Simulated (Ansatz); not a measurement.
NbSb: energy less free atoms and pressure against volume per atom

Periodic Kohn-Sham DFT of a crystal at fixed atoms; pressure and stress are positive in compression; the energy is the free energy less that of spherical unpolarised free atoms; site moments are those in the method's own spheres, positive along +z. The results are calculated, by Ansatz 0.2.0.

Cell of the first row (space group P-6m2, No. 187):
```
CELL_PARAMETERS angstrom
3.52280 0.00000 0.00000
-1.76140 3.05080 0.00000
0.00000 0.00000 3.73600
ATOMIC_POSITIONS crystal
Nb 0.00000 0.00000 0.00000
Sb 0.33333 0.66667 0.50000
```

Settings of every row: method all-electron LAPW; functional PBE; relativity scalar; k mesh 11x11x10; filling fermi-dirac; smearing width 0.05 eV; basis error target 0.25 meV/atom; nucleus gaussian.

Atom start moment: 0 on all atoms.

Limits: no spin-orbit coupling on heavy atoms; the cell comes from a prototype or a list of computed structures and needn't be the stable phase.

| row | volume per atom (Å³) | energy less free atoms (eV/atom) | pressure (GPa) |
| --- | --- | --- | --- |
| 1 | 20.076 | -7.2835 | 9.096 |
| 2 | 20.705 | ? | ? |
| 3 | 21.346 | -7.3175 | -0.021 |
| 4 | 21.986 | -7.3101 | -3.599 |
| 5 | 22.627 | -7.2895 | -6.628 |

Question: what energy less free atoms and pressure should row 2 give?

Worked fit of energy less free atoms. Take u = (V_r/V)^(2/3) − 1 with V_r = 21.666 Å³ an atom, which is twice the finite (Eulerian) strain; such expansions in the strain, on which the Birch-Murnaghan equation of state is built, carry the rest volume and the bulk modulus. The shown rows have u = 0.05213, 0.00997, -0.00973, -0.02852. Least squares give energy less free atoms = −7.31561 − 0.3745 × u + 18.997 × u² eV/atom; a straight line predicts inner rows, each left out in turn, worse (root mean square 0.019 against 0.00013 eV/atom). The rows lie off it by 0.0000, 0.0000, 0.0001, 0.0000. Its lowest point lies at u = 0.0099, or V = 21.35 Å³ an atom, and the curvature there gives the bulk modulus at fixed shape and fractions, B = (4/9)(1 + u)² E″(u)/V = 129 GPa. Letting shape and atoms relax would as a rule lower it, by much in layered, chain or molecular crystals. The withheld row has u = 0.03071, so the fit gives −7.31561 − 0.3745 × (0.03071) + 18.997 × (0.03071)² = -7.3092 eV/atom.

The calculation gave -7.3094 eV/atom. The fit lies 0.0002 eV/atom (0.59 % of the column's range) above it; its largest miss of a shown row is 0.0001 eV/atom.

Worked fit of pressure. Take u = (V_r/V)^(2/3) − 1 with V_r = 21.666 Å³ an atom, which is twice the finite (Eulerian) strain; such expansions in the strain, on which the Birch-Murnaghan equation of state is built, carry the rest volume and the bulk modulus. The shown rows have u = 0.05213, 0.00997, -0.00973, -0.02852. Least squares give pressure = −1.886 + 181.921 × u + 551.21 × u² GPa; a straight line predicts inner rows, each left out in turn, worse (root mean square 0.55 against 0.01 GPa). The rows lie off it by 0.001, -0.004, 0.005, -0.002 (root mean square 0.0034 GPa). The pressure vanishes at u = 0.0101, or V = 21.34 Å³ an atom, and there the bulk modulus at fixed shape and fractions is B = −V dP/dV = (2/3)(1 + u) dP/du = 130 GPa. Letting shape and atoms relax would as a rule lower it, by much in layered, chain or molecular crystals. The withheld row has u = 0.03071, so the fit gives −1.886 + 181.921 × (0.03071) + 551.21 × (0.03071)² = 4.221 GPa.

The calculation gave 4.203 GPa. The fit lies 0.018 GPa (0.11 % of the column's range) above it; its largest miss of a shown row is 0.005 GPa.
